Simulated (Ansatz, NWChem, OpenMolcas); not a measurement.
Abstraction of F: C3H7F + SnH3 → C3H7 + SnH3F

Gas-phase species: C3H7F (2-fluoropropane) `CC(C)F`, singlet; SnH3 `[SnH3]`, doublet; C3H7 (methylethyl) `C[CH]C`, doublet; SnH3F `[F][SnH3]`, singlet. A radical takes F: the energy is the difference in strength between the C–F bond broken and the Sn–F bond made.

Shapes, held fixed at every level: PBE0-D4/def2-TZVP. Programs: Ansatz 0.2.0, NWChem 7.3.0, OpenMolcas 26.06. A level may come from different programs for different species; with the same settings they agree closely. The zero-point and thermal change to 298 K, harmonic and unscaled (PBE0-D4/def2-TZVP), is -7.4 kJ/mol.

```json
{"level": "HF/def2-SVP", "kind": "Hartree–Fock", "ΔH(298 K) (kJ/mol)": "-13.8", "less CCSD(T)/def2-TZVPP": "-6.9"}
{"level": "SPW92/def2-TZVPP", "kind": "LDA", "ΔH(298 K) (kJ/mol)": "+14.4", "less CCSD(T)/def2-TZVPP": "+21.3"}
{"level": "PBE-D4/def2-TZVPP", "kind": "GGA", "ΔH(298 K) (kJ/mol)": "-10.7", "less CCSD(T)/def2-TZVPP": "-3.8"}
{"level": "PBE0/def2-SVP", "kind": "global hybrid", "ΔH(298 K) (kJ/mol)": "+12.1", "less CCSD(T)/def2-TZVPP": "+19.0"}
{"level": "BHLYP-D4/def2-TZVPP", "kind": "global hybrid", "ΔH(298 K) (kJ/mol)": "-18.4", "less CCSD(T)/def2-TZVPP": "-11.5"}
{"level": "B2PLYP/def2-TZVPP", "kind": "double hybrid", "ΔH(298 K) (kJ/mol)": "-16.0", "less CCSD(T)/def2-TZVPP": "-9.1"}
{"level": "CCSD/def2-TZVPP", "kind": "coupled cluster or CI", "ΔH(298 K) (kJ/mol)": "-9.1", "less CCSD(T)/def2-TZVPP": "-2.2"}
{"level": "CCSD(T)/def2-TZVPP", "kind": "coupled cluster or CI", "ΔH(298 K) (kJ/mol)": "-6.9", "less CCSD(T)/def2-TZVPP": "0.0"}
```

The highest level, CCSD(T)/def2-TZVPP, gives ΔH(298 K) = -6.9 kJ/mol; the levels span -18.4 to +14.4. They disagree on the sign: 2 of 8 are positive. The column of differences is taken from that level and isn't an error. No measured value is set beside it here. Open shells run unrestricted. For atoms past krypton def2 sets carry core potentials with scalar relativity. Outer-core shells of Sn are correlated, in sets that cover them unevenly.

Fluorine transfer from carbon to tin is close to thermoneutral: at CCSD(T) the enthalpy is -6.9 kJ/mol, and the zero-point and thermal term of -7.4 kJ/mol accounts for all of it. Electronically, then, the C–F and Sn–F bonds are almost equally strong. Tin's low electronegativity gives Sn–F a large ionic contribution, which offsets the poorer overlap of its diffuse valence orbitals with compact fluorine 2p. The C–F bond is also strongly polar, and has better overlap. The favourable vibrational term probably reflects the replacement of stiff C–F stretching and bending modes by softer ones at tin. This balance is consistent with the familiar reluctance of alkyl fluorides, unlike bromides and iodides, to undergo reduction by tin hydrides, although the barrier also matters there.

Perturbative triples make the reaction only slightly less exothermic than CCSD does, so a near-zero reaction enthalpy is better supported than its sign, which could still change with a larger basis in the coupled-cluster step.
